The band gap is the energy between the highest filled and the lowest empty electron state of a crystal. Here it is read from the r2SCAN band energies of zincblende aluminium nitride at five volumes, each 3 % of the zero-pressure volume apart. Only the middle cell was relaxed. The others are scaled copies of it, and relaxing them at fixed volume would change nothing, because symmetry already fixes the shape and the atomic positions. Three magnitudes are worth keeping in mind. The crystal resists compression with a bulk modulus of about 200 GPa, its gap is about 4 eV, and one gigapascal, ten thousand times atmospheric pressure, widens that gap by only about a thousandth.

Zincblende AlN at five volumes: the relaxed cell and scaled copies of it. Ansatz 0.2.0, density functional theory with r2SCAN, plane-wave PAW, scalar-relativistic, no spin polarisation, cutoff 500 eV, Gamma-centred 10×10×10 k mesh. Energies count from the minimum of a third-order Birch-Murnaghan fit; positive pressure means compression.

| volume per atom (Å³/atom) | energy over minimum (meV/atom) | pressure (GPa) | band gap on mesh (eV) |
| --- | --- | --- | --- |
| 9.804 | 27.2 | 14.65 | 3.990 |
| 10.117 | 6.5 | 6.79 | 3.966 |
| 10.430 | 0.0 | 0.00 | 3.941 |
| 10.743 | 5.9 | -5.88 | 3.916 |
| 11.056 | 22.4 | -10.96 | 3.890 |

From the largest volume to the smallest, the Al–N bond shortens by about 4 % and the gap grows by 0.10 eV. The growth is even: each volume step adds about 25 meV. Pressure, in contrast, climbs in ever larger steps as the crystal is squeezed; its negative values mean that the crystal is pulled apart. Two things therefore need explaining: why the gap responds so weakly to volume, and why a gigapascal does less the more the crystal is already compressed.

The weak response belongs to one particular pair of states. Each electron state in a crystal has a wave pattern that fixes how its phase changes from cell to cell. At the two smallest volumes the calculation places the highest filled state at the pattern called Γ, where all cells are in phase, and the lowest empty state at X, where the phase alternates from one layer of cells to the next. Such a gap is called indirect, because its two states have different patterns. The highest filled state is also at Γ in the relaxed cell and at the largest volume, and the even steps suggest that the lowest empty state stays at X as well.

The smallest direct gap, between two states of the same pattern, behaves quite differently. Between the two smallest volumes it rises from 5.13 to 5.43 eV in the same calculation. That is more than twelve times the rise of the tabulated gap in the same step. The likely cause is an empty state that reacts strongly to squeezing but lies too high to set the tabulated gap.

That sensitive state most probably sits at Γ, where the bands of related semiconductors have it, and bonding theory explains why it is sensitive. With all cells in phase, the s orbitals of the four Al neighbours add up at each N atom and overlap strongly with its own s orbital. The two sets combine into a low, filled bonding state and a high, empty antibonding state. Shorter bonds increase the overlap and drive the two apart, so the empty state climbs steeply.

At X the same coupling vanishes by symmetry. Each N atom has two Al neighbours in the layer above and two in the layer below, and at X these layers carry opposite phases. The contributions of the four Al s orbitals then cancel at the s orbital of nitrogen. The X state is instead built from s orbitals on one kind of atom and p orbitals on the other, with much of its density in the open space between the atoms. Its s and p orbitals still interact, but it lacks the s–s repulsion that lifts the Γ state. That is the likely reason why it stays much closer in step with the filled p states at the top of the valence band.

This argument gives the order of the two responses, steep at Γ and shallow at X, but not the exact remainder of 25 meV a step. Between the two smallest volumes the highest filled state rises by 0.34 eV and the lowest empty state by 0.36 eV on the calculation's energy scale. The zero of that scale is a matter of choice, but the small difference between the two shifts is not, and it takes the full calculation to find its size and even its sign. In several related semiconductors the gap to X shrinks slightly under pressure instead of growing. For a neighbouring compound the first question is therefore where its lowest empty state lies. If it is at Γ, the gap should widen clearly under pressure; if it is near X, the gap should change much less and may even shrink.

The second question, why each gigapascal does less and less, is mainly one of mechanics. The gap follows the volume almost evenly, but equal volume steps cost more and more pressure. The step between the two largest volumes takes 5.1 GPa, and the one between the two smallest takes 7.9 GPa. The gap change per gigapascal accordingly falls from about 5 to about 3 meV, and most of this fall comes from the stiffening crystal; the slightly uneven gap steps add the rest. A plot of the gap against pressure would bend, although the electronic response to volume is nearly constant.

The crystal stiffens because repulsion has a shorter range than attraction. The attraction, which comes from the opposite charges of the Al and N atoms and from the electrons they share, changes rather slowly with distance. The repulsion comes from electron clouds that are forced to overlap and from the kinetic energy of electrons confined to less space, and it rises much faster. At zero pressure the two forces balance, and on compression the steeper one takes over.

The energies show the same imbalance, and a short estimate brings it out. Let $V_0$ be the volume per atom at zero pressure, $x$ the relative change of volume and $B$ the bulk modulus, that is, the pressure needed per relative change of volume. The pressures on either side of the minimum give

$$B \approx 10.43\ \text{Å}^3 \times \frac{6.79+5.88}{10.743-10.117}\ \frac{\text{GPa}}{\text{Å}^3} \approx 211\ \text{GPa}.$$

If the crystal were equally stiff in both directions, a volume change of 6 % would cost

$$E \approx \tfrac12 B V_0 x^2 \approx \tfrac12 \times 211 \times 10.43 \times 0.06^2\ \text{GPa Å}^3 \approx 4.0\ \text{GPa Å}^3,$$

which is about 25 meV per atom, since 1 eV/Å³ is about 160 GPa.

The calculated cost is 27.2 meV for compression and 22.4 meV for expansion. The symmetric estimate misses each by about a tenth of its value, in opposite directions, and agrees with their mean. Its error is thus the stiffening itself: squeezing works against a hardening crystal, stretching against a softening one. Pressure is the slope of energy against volume, with the sign reversed, and both quantities come from the same calculation, so the agreement shows consistency and is no independent test.

For practical use, the changes in the gap deserve more trust than its absolute size, because r2SCAN makes such gaps too small. The structure also sets a limit. Zincblende is not the most stable form of AlN, and the row at 14.65 GPa describes this structure when it is squeezed, whether or not a real sample would keep it at that pressure.
